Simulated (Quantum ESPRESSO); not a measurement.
# Work function, top-layer force and surface energy of Be(0001) films of two to eight layers in PBE

A common rule of thumb says that a metal screens within about one atomic layer, so that a film of a few layers already has the surface of a thick crystal. The problem is to find out for which properties of Be(0001) this is true. It matters wherever a thin slab stands in for a real surface, and for thin metal contacts, whose work function helps to set the barrier to charge flow.

Films of two, four, six and eight layers are treated in PBE with two pseudopotential sets. The work function $\Phi$ is measured from the Fermi level to the vacuum level, the force is positive when it pushes the top atom outwards, and the excess energy covers both faces of one surface cell.

## How the numbers were made

Quantum ESPRESSO 7.5 (pw.x), driven by a script. Symmetric 1×1 slabs of Be(0001) (hcp) at the tabulated measured lattice constant, atoms at bulk places, 7.5 Å of empty space on each side as the script builds them, with open boundaries by the effective screening medium. Mesh 12×12×1 for all thicknesses, Marzari-Vanderbilt smearing of 0.02 Ry, spin-paired, no spin-orbit coupling. PBE, GBRV ultrasoft: cutoffs 40 and 200 Ry; PBE, SG15 norm-conserving: cutoffs 60 and 240 Ry. The excess energy is the slab's energy less the number of layers times the slope of a straight line through the thicker slabs; it is twice the surface energy per cell.

Notes on method and selection:

- Confinement between the two faces quantises the states along the normal, so values can oscillate with thickness.
- The measured lattice constant is no functional's own, which adds to the force.
- Measured work functions of the rebuilt (100) and (110) faces of Au, Pt and Ir, of Ta(111), and of polycrystals are not set beside the runs.
- Runs in which the search for lower states was switched off are not listed.
- Runs that did not converge, have known faults or may not be shown are not listed, and runs on Ansatz's PAW sets soft_1 and soft_2 are kept to separate tables.

Columns:

- layers: number of atomic layers.
- Φ (eV): work function: vacuum level outside the slab less the Fermi level.
- force (eV/Å): force on the top atom along the outward normal; negative pulls it inwards.
- excess energy (meV): excess energy of the slab, both faces, per 1×1 cell.

## Results

| member | layers | Φ (eV), PBE, GBRV ultrasoft | Φ (eV), PBE, SG15 norm-conserving | force (eV/Å), PBE, GBRV ultrasoft | force (eV/Å), PBE, SG15 norm-conserving | excess energy (meV), PBE, GBRV ultrasoft | excess energy (meV), PBE, SG15 norm-conserving |
| --- | --- | --- | --- | --- | --- | --- | --- |
| 2 layers | 2 | 4.928 | 4.934 | 0.172 | 0.161 | 996 | 996 |
| 4 layers | 4 | 5.347 | 5.349 | 0.118 | 0.125 | 1096 | 1095 |
| 6 layers | 6 | 5.425 | 5.426 | 0.130 | 0.109 | 1095 | 1095 |
| 8 layers | 8 | 5.327 | 5.335 | 0.045 | 0.053 | 1096 | 1095 |

## Interpretation

**Solution.** Of the three quantities, only the excess energy settles within the table. Numbers are for the GBRV set unless SG15 is named.

The excess energy rises by 1096 − 996 = 100 meV from two to four layers and then stays within 1 meV. Part of this flatness is built in, because the bulk energy per layer is itself the slope of a line through the thicker slabs. What the flat values do show is that the total energies of the films of four to eight layers lie on a straight line to about 1 meV.

The work function does not settle in the same way. It rises by 5.347 − 4.928 = 0.419 eV from two to four layers and by a further 5.425 − 5.347 = 0.078 eV to six, then falls by 5.425 − 5.327 = 0.098 eV at eight. SG15 gives the same sequence.

Confinement offers a reason. In a box of width $L$ the levels for motion along the normal are

$$E_n = \frac{\hbar^2 \pi^2 n^2}{2 m L^2},$$

with $m$ the electron mass and $n = 1, 2, \dots$ As layers are added, the levels sink and new ones pass below the Fermi level, which can therefore move up or down. Be(0001) also has marked surface states, and in a thin film those of the two faces overlap and split. The work function feels such shifts directly, whereas the total energy sums over all occupied states and averages much of them out.

The force is outward in every film. It is largest at two layers (0.172 eV/Å) and smallest at eight (0.045 eV/Å). An outward push is unusual for a close-packed metal face, but Be(0001) is known for an expanded first layer spacing. The imposed lattice constant is unlikely to be the source: PBE tends to make beryllium slightly too compact, so the measured lattice is a little stretched for it and should pull the top layer inwards.

## Exceptions

The two-layer film stands apart in both work function and excess energy. Missing neighbours do not explain its low excess energy. If the energy were a sum of fixed pair terms reaching no farther than two layers, the two faces would together lose the same number of pairs in every film of the table, and the excess would not change. The 100 meV must come from something of longer range or not pairwise, most likely the merging of the two surface regions into one electron system. Strong confinement can also raise the Fermi level, which has the right sign for a low work function.

The eight-layer film breaks the rise in work function and has by far the weakest force. A quantum-size effect is possible, but sampling has to be considered first. Beryllium has few states at the Fermi level, so the position of that level is sensitive to the 12×12×1 mesh and the smearing of 0.02 Ry. Both pseudopotential sets use the same mesh and smearing, so their agreement is no check on either. Repeating the six- and eight-layer films on a denser mesh would be the most useful test.

## Questions the table answers

**Does the choice of pseudopotential set matter for the work function?**

The largest difference between the sets is at eight layers: 5.335 − 5.327 = 0.008 eV. The smallest step between neighbouring films is 5.426 − 5.349 = 0.077 eV, in SG15. Since 0.077 / 0.008 ≈ 10, thickness matters far more than the choice between these two sets.

**Does the force change between four and six layers?**

GBRV gives 0.130 − 0.118 = +0.012 eV/Å and SG15 gives 0.109 − 0.125 = −0.016 eV/Å. The signs disagree, and at six layers the sets themselves differ by 0.130 − 0.109 = 0.021 eV/Å, so no change is established. From six to eight layers both sets show a fall, of 0.130 − 0.045 = 0.085 eV/Å in GBRV and 0.109 − 0.053 = 0.056 eV/Å in SG15.

**How much surface energy is missed by keeping the atoms at bulk places?**

Suppose that the top atom of the four-layer film moves outwards by 0.05 Å, an assumed shift, and that the force falls evenly to zero on the way. The gain per face is 0.118 × 0.05 / 2 = 0.003 eV, or 3 meV. The surface energy per cell is 1096 / 2 = 548 meV, so the correction is 3 / 548 = 0.005, about half a per cent. For most purposes the unrelaxed value will do.

## Conclusions and limits

In these runs the surface energy agrees with the rule of thumb from four layers on, as far as a bulk slope fitted to the slabs themselves can show, while the work function and the force have not settled by eight. A work function taken from a single film of four to eight layers is therefore uncertain by about 0.1 eV, and how much of this is true thickness dependence and how much is sampling remains open. Only even numbers of layers are listed, so odd films may add to that spread.

Relaxing the atoms would lower the excess energy and bring the force to zero. PBE itself tends to give metal surface energies that are too low, so a better functional would probably raise them, and by more than relaxation takes away. For the work function no sign of the remaining error is offered, since no measured value is shown in the table and the computed values have not settled.
